Dear colleague,

The factor of two between the sodium D lines is a $6j$ symbol with a zero in it, multiplied by a degeneracy. Here it is as a worked problem, with the corrections that separate the clean 2 from what a detector records.

## Problem

Treat Na as one electron of spin $\tfrac12$ outside a closed core, in $LS$ coupling, with one radial function for both $3p$ levels. The atomic data below are all typical or assumed values.

| quantity | value |
|---|---|
| D1, $3s_{1/2}$–$3p_{1/2}$, wavenumber $\tilde\nu_1$ | 16956.17 cm$^{-1}$ |
| D2, $3s_{1/2}$–$3p_{3/2}$, wavenumber $\tilde\nu_2$ | 16973.37 cm$^{-1}$ |
| radial integral $R=\lvert\langle 3s\vert r\vert 3p\rangle\rvert$ | $4.32\,a_0$ |
| interval $4p$–$3p$ | 13300 cm$^{-1}$ |
| fine-structure splitting of $4p$ | 5.6 cm$^{-1}$ |
| $R'=\lvert\langle 3s\vert r\vert 4p\rangle\rvert$ | $0.4\,a_0$ |
| source temperature $T$ | 2000 K |

I chose $R$ so that the model reproduces the typical $3p$ lifetime of about 16 ns, so the lifetimes below test nothing. The vacuum wavelengths are 589.76 nm and 589.16 nm, and the splitting is $\Delta_{3p}=17.20$ cm$^{-1}$.

(a) Find the line strengths of D1 and D2.
(b) Find the absorption oscillator strengths, Einstein coefficients and lifetimes.
(c) Find the ratio of photon rates from an optically thin thermal source.
(d) Estimate the effect of the common radial function.
(e) Find the relative strengths in the $3p$–$3d$ multiplet.

## The symbols and why they hold

I use Condon–Shortley phases and define the symbol by recoupling:
$$\langle (j_1j_2)j_{12},j_3;J\,\vert\, j_1,(j_2j_3)j_{23};J\rangle=(-1)^{j_1+j_2+j_3+J}\sqrt{(2j_{12}+1)(2j_{23}+1)}\begin{Bmatrix}j_1&j_2&j_{12}\\ j_3&J&j_{23}\end{Bmatrix}.$$
The symbol is unchanged by any permutation of columns and by exchanging upper and lower entries in two columns at once. Put $j_1=a$, $j_2=b$, $j_{12}=c$ and $s=a+b+c$.

**Argument 0.** For $j_3=0$ we have $J=c$ and $j_{23}=b$. Both kets are the same state and the overlap is 1:
$$\begin{Bmatrix}a&b&c\\0&c&b\end{Bmatrix}=\frac{(-1)^s}{\sqrt{(2b+1)(2c+1)}}.\tag{1}$$

**Argument 1/2.** Let $j_3=\tfrac12$, with operator $\boldsymbol\sigma/2$ and $\hbar=1$, and let $J=c-\tfrac12$. Only $j_{23}=b\pm\tfrac12$ occur, with probabilities $p_++p_-=1$. One more equation comes from $\langle\mathbf b\cdot\boldsymbol\sigma/2\rangle$. Its eigenvalues are $b/2$ and $-(b+1)/2$ for the two values of $j_{23}$. In the state of definite $c$, the projection theorem replaces $\mathbf b$ by $\mathbf c\,X/[2c(c+1)]$ with $X=c(c+1)+b(b+1)-a(a+1)$, and $\mathbf c\cdot\boldsymbol\sigma/2=-(c+1)/2$ for $J=c-\tfrac12$. Hence
$$p_+\frac b2-p_-\frac{b+1}2=-\frac{X}{4c},$$
$$p_+=\frac{(s-2b)(s-2c+1)}{2c(2b+1)},\qquad p_-=\frac{(s+1)(s-2a)}{2c(2b+1)}.$$
Dividing by $(2c+1)(2j_{23}+1)$ gives the squared symbols. The sign comes from Racah's sum formula, whose terms are $(-1)^z$ times positive factors. There $z$ is at least the triad sum $a+b+c=s$ and at most the sum of the first two columns, $a+b+\tfrac12+(c-\tfrac12)=s$. Only $z=s$ survives:
$$\begin{Bmatrix}a&b&c\\ \tfrac12&c-\tfrac12&b+\tfrac12\end{Bmatrix}=(-1)^s\sqrt{\frac{(s-2b)(s-2c+1)}{(2b+1)(2b+2)\,2c\,(2c+1)}},\tag{2}$$
$$\begin{Bmatrix}a&b&c\\ \tfrac12&c-\tfrac12&b-\tfrac12\end{Bmatrix}=(-1)^s\sqrt{\frac{(s+1)(s-2a)}{2b(2b+1)\,2c\,(2c+1)}}.\tag{3}$$

## Solution

**(a) Strengths.** The dipole $\mathbf d=-e\mathbf r$ does not act on the spin. With the Wigner–Eckart theorem written as $\langle Jm\vert d_q\vert J'm'\rangle=(-1)^{J-m}\begin{pmatrix}J&1&J'\\-m&q&m'\end{pmatrix}\langle J\Vert d\Vert J'\rangle$, decoupling the spin gives
$$\langle L\tfrac12J\Vert d\Vert L'\tfrac12J'\rangle=(-1)^{L+1/2+J'+1}\sqrt{(2J+1)(2J'+1)}\begin{Bmatrix}L&J&\tfrac12\\J'&L'&1\end{Bmatrix}\langle L\Vert d\Vert L'\rangle .$$
The line strength $S$ is its square, which equals the sum of $\lvert\langle Jm\vert d_q\vert J'm'\rangle\rvert^2$ over $m$, $q$ and $m'$. For $L=0$, $J=\tfrac12$, $L'=1$, exchange upper and lower entries in the first two columns and apply (1) with $a=J'$, $b=1$, $c=\tfrac12$:
$$\begin{Bmatrix}0&\tfrac12&\tfrac12\\J'&1&1\end{Bmatrix}=\begin{Bmatrix}J'&1&\tfrac12\\0&\tfrac12&1\end{Bmatrix}=\frac{(-1)^{J'+3/2}}{\sqrt6}.$$
The magnitude does not depend on $J'$. The spin-$\tfrac12$ formulas confirm it. For D1, (2) with $(a,b,c)=(1,0,1)$ gives $+\sqrt{2/12}$. For D2, (3) with $(1,\tfrac12,\tfrac32)$ gives $-\sqrt{4/24}$.

The orbital factor contains $\langle0\Vert C^{(1)}\Vert1\rangle=\sqrt3\begin{pmatrix}0&1&1\\0&0&0\end{pmatrix}=-1$, where $C^{(1)}_q=\sqrt{4\pi/3}\,Y_{1q}$, so $\lvert\langle0\Vert d\Vert1\rangle\rvert^2=e^2R^2=18.66\,e^2a_0^2$. Then
$$S=\frac{2J'+1}{3}\,e^2R^2,\qquad S_1=\tfrac23e^2R^2=12.4\,e^2a_0^2,\qquad S_2=\tfrac43e^2R^2=24.9\,e^2a_0^2 .$$
The reduced elements have magnitudes $3.53\,ea_0$ and $4.99\,ea_0$, and $S_2:S_1=2:1$ exactly in this model, whatever $R$ is. The reason is plain. An $s$ orbital is isotropic, so each of the six $3p$ substates carries the same strength $e^2R^2/3=6.22\,e^2a_0^2$ to $3s$, and the ratio counts four substates against two.

**(b) Oscillator strengths and rates.** With $E_h/hc=219474.63$ cm$^{-1}$ the energies are $0.077258\,E_h$ and $0.077336\,E_h$. For absorption from $J=\tfrac12$,
$$f=\frac23\,\frac{\Delta E}{E_h}\,\frac{S/e^2a_0^2}{2J+1},\qquad f_1=0.320,\qquad f_2=0.641,\qquad \frac{f_2}{f_1}=2\,\frac{\tilde\nu_2}{\tilde\nu_1}=2.002 .$$
For emission, with $\omega=2\pi c_0\tilde\nu$ and $c_0$ the speed of light,
$$A=\frac{\omega^3S}{3\pi\varepsilon_0\hbar c_0^3(2J'+1)}=2.0261\times10^{-6}\ \mathrm{s^{-1}}\left(\frac{\tilde\nu}{\mathrm{cm^{-1}}}\right)^3\frac{S/e^2a_0^2}{2J'+1}.$$
The degeneracy cancels, since $S/(2J'+1)=6.22\,e^2a_0^2$ for both levels. The model gives $A_1=6.14\times10^7$ s$^{-1}$ and $A_2=6.16\times10^7$ s$^{-1}$. As $3s$ is the only level that $3p$ reaches by an electric dipole decay, $\tau_1=16.3$ ns and $\tau_2=16.2$ ns. The ratio $A_2/A_1=(\tilde\nu_2/\tilde\nu_1)^3=1.003$ is free of $R$. So the factor of two shows in absorption from the ground level, and does not show in the lifetimes.

**(c) Emission from a thin source.** The photon rate is population times $A$, and thermal populations go as $(2J'+1)e^{-E/k_BT}$. At 2000 K, $e^{-hc_0\Delta_{3p}/k_BT}=0.9877$, so
$$\frac{I_2}{I_1}=2\times1.003\times0.9877=1.98 .$$
This needs thermal populations of the two levels and no reabsorption. D2 has twice the absorption strength and becomes optically thick first, so self-absorption pulls the ratio below this value. Selective laser pumping removes the population argument altogether.

**(d) The common radial function.** The spin–orbit term $\xi(r)\,\mathbf l\cdot\boldsymbol\sigma/2$ mixes $4p$ into $3p$ with amplitude $\langle4p\vert\xi\vert3p\rangle\langle\mathbf l\cdot\boldsymbol\sigma/2\rangle_{J'}/(E_{3p}-E_{4p})$. The angular factor is $+\tfrac12$ for $J'=\tfrac32$ and $-1$ for $J'=\tfrac12$, a difference of $\tfrac32$, and $\Delta_{np}=\tfrac32\langle np\vert\xi\vert np\rangle$. For positive $\xi(r)$ the Cauchy–Schwarz inequality bounds the difference of the two amplitudes by
$$\frac{\sqrt{17.20\times5.6}\ \mathrm{cm^{-1}}}{13300\ \mathrm{cm^{-1}}}=7.4\times10^{-4}.$$
The strength ratio goes as the square of the ratio of radial integrals, so its relative change from $4p$ is at most $2\times7.4\times10^{-4}\times R'/R=1.4\times10^{-4}$. Higher $p$ levels and the continuum add terms that I have not summed, so allow a few parts in $10^4$. This is a sizeable fraction of the frequency correction $\Delta_{3p}/\tilde\nu_1=1.0\times10^{-3}$ in $f_2/f_1$, and the last digit of 2.002 is uncertain by about one unit. The value 1.98 is not affected at the figures printed.

**(e) The $3p$–$3d$ multiplet.** Now $L=1$, $L'=2$, no argument vanishes, and (2) and (3) do the work. The symmetries bring the symbol to the forms $\begin{Bmatrix}1&L'&L\\ \frac12&J&J'\end{Bmatrix}$, $\begin{Bmatrix}1&L&L'\\ \frac12&J'&J\end{Bmatrix}$ or $\begin{Bmatrix}1&J&J'\\ \frac12&L'&L\end{Bmatrix}$, used in this order in the three rows. The last column is $S$ in units of $\lvert\langle1\Vert d\Vert2\rangle\rvert^2$.

| line | formula, $(a,b,c)$ | $s$ | symbol | $(2J+1)(2J'+1)\{\ \}^2$ |
|---|---|---|---|---|
| $p_{1/2}$–$d_{3/2}$ | (3), $(1,2,1)$ | 4 | $+\sqrt{1/12}$ | $2/3$ |
| $p_{3/2}$–$d_{3/2}$ | (2), $(1,1,2)$ | 4 | $+\sqrt{1/120}$ | $2/15$ |
| $p_{3/2}$–$d_{5/2}$ | (3), $(1,\tfrac32,\tfrac52)$ | 5 | $-\sqrt{1/20}$ | $6/5$ |

The strengths stand as $5:1:9$. They add up to 2, the spin multiplicity, as $\tfrac23+\tfrac43$ did for the D lines. The lines that share $p_{3/2}$ give $9+1=10$ against 5 for $p_{1/2}$, the ratio of the $p$ degeneracies. The lines that share $d_{5/2}$ give 9 against $5+1=6$ for $d_{3/2}$, the ratio $6:4$ of the $d$ degeneracies. If your spectrometer does not resolve the $3d$ fine structure, you will again see two components whose strengths in this model stand as $2:1$.

With best regards,
your colleague in theory